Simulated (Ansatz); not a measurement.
# A series in temperature on Ti4C3

All results are calculated (Ansatz 0.2.0). Harmonic vibrational free energy, entropy and heat capacity at constant volume, per atom, from the force constants of a q mesh, imaginary modes left out; plane waves with PAW datasets, Gamma-centred k mesh.

Structure of every row (space group Pm-3m, No. 221):
```
cell vectors (Å)
   4.3117     0.0000     0.0000
   0.0000     4.3117     0.0000
   0.0000     0.0000     4.3117
atoms (fractions of the cell vectors)
Ti  0.50000  0.00000  0.00000
Ti  0.00000  0.50000  0.00000
Ti  0.00000  0.00000  0.50000
Ti  0.50000  0.50000  0.50000
C   0.00000  0.50000  0.50000
C   0.50000  0.00000  0.50000
C   0.50000  0.50000  0.00000
```

Settings of every row: functional PBE; dispersion none; spin none; wave cutoff 420 eV; k mesh 10x10x10; occupations fermi dirac; smearing width 0.15 eV; pressure 0 GPa; phonon method linear response; q mesh 2x2x2.

Limits: coarse q mesh; metal sensitive to the k mesh; the cell comes from a prototype or a list of computed structures and needn't be the stable phase.

| row | temperature (K) | phonon entropy (kB/atom) | phonon heat capacity (kB/atom) | phonon free energy (meV/atom) |
| --- | --- | --- | --- | --- |
| 1 | 200 | 1.101 | 1.659 | 66.3 |
| 2 | 300 | 1.89 | 2.213 | 53.3 |
| 3 | 400 | 2.571 | 2.502 | 34 |
| 4 | 500 | ? | ? | ? |
| 5 | 600 | 3.642 | 2.757 | -20 |
| 6 | 700 | 4.072 | 2.818 | -53.3 |
| 7 | 800 | 4.451 | 2.859 | -90.1 |
| 8 | 900 | 4.79 | 2.887 | -129.9 |
| 9 | 1000 | 5.095 | 2.908 | -172.5 |

Question: what phonon entropy and phonon heat capacity should row 4 give?

Worked fit of phonon entropy. Entropy rises as the heat capacity times the change of ln T, so take t = ln(T / 300 K). The shown rows have t = -0.4055, 0, 0.2877, 0.6931, 0.8473, 0.9808, 1.0986, 1.204. Least squares give phonon entropy = 1.9169 + 2.204 × t + 0.37607 × t² kB/atom; a straight line predicts inner rows, each left out in turn, worse (root mean square 0.088 against 0.023 kB/atom). The rows lie off it by 0.016, -0.027, -0.011, 0.017, 0.018, 0.011, -0.002, -0.021 (root mean square 0.017 kB/atom), a smooth pattern that one more power would take up: the form is only approximate. The slope at t = 0, 2.2 kB/atom, estimates the heat capacity at 300 K. The withheld row has t = 0.5108, so the fit gives 1.9169 + 2.204 × (0.5108) + 0.37607 × (0.5108)² = 3.141 kB/atom.

The calculation gave 3.148 kB/atom. The fit lies 0.007 kB/atom (0.18 % of the column's range) below it; its largest miss of a shown row is 0.027 kB/atom.

Worked fit of phonon heat capacity. At high temperature a harmonic heat capacity falls short of its limit by a term in 1/T², so take t = (100 K / T)². The shown rows have t = 0.25, 0.11111, 0.0625, 0.02778, 0.02041, 0.01562, 0.01235, 0.01. Least squares give phonon heat capacity = 2.9859 − 8.3914 × t + 12.348 × t² kB/atom; a straight line predicts inner rows, each left out in turn, worse (root mean square 0.072 against 0.01 kB/atom). The rows lie off it by -0.001, 0.007, -0.008, -0.005, -0.002, 0.001, 0.003, 0.005 (root mean square 0.0047 kB/atom), a smooth pattern that one more power would take up: the form is only approximate. The constant, 2.9859 kB/atom, is to be held against the harmonic limit of 3 k_B an atom. The withheld row has t = 0.04, so the fit gives 2.9859 − 8.3914 × (0.04) + 12.348 × (0.04)² = 2.670 kB/atom.

The calculation gave 2.662 kB/atom. The fit lies 0.008 kB/atom (0.64 % of the column's range) above it; its largest miss of a shown row is 0.008 kB/atom.

The other values of row 4: phonon free energy 9.3 meV/atom.
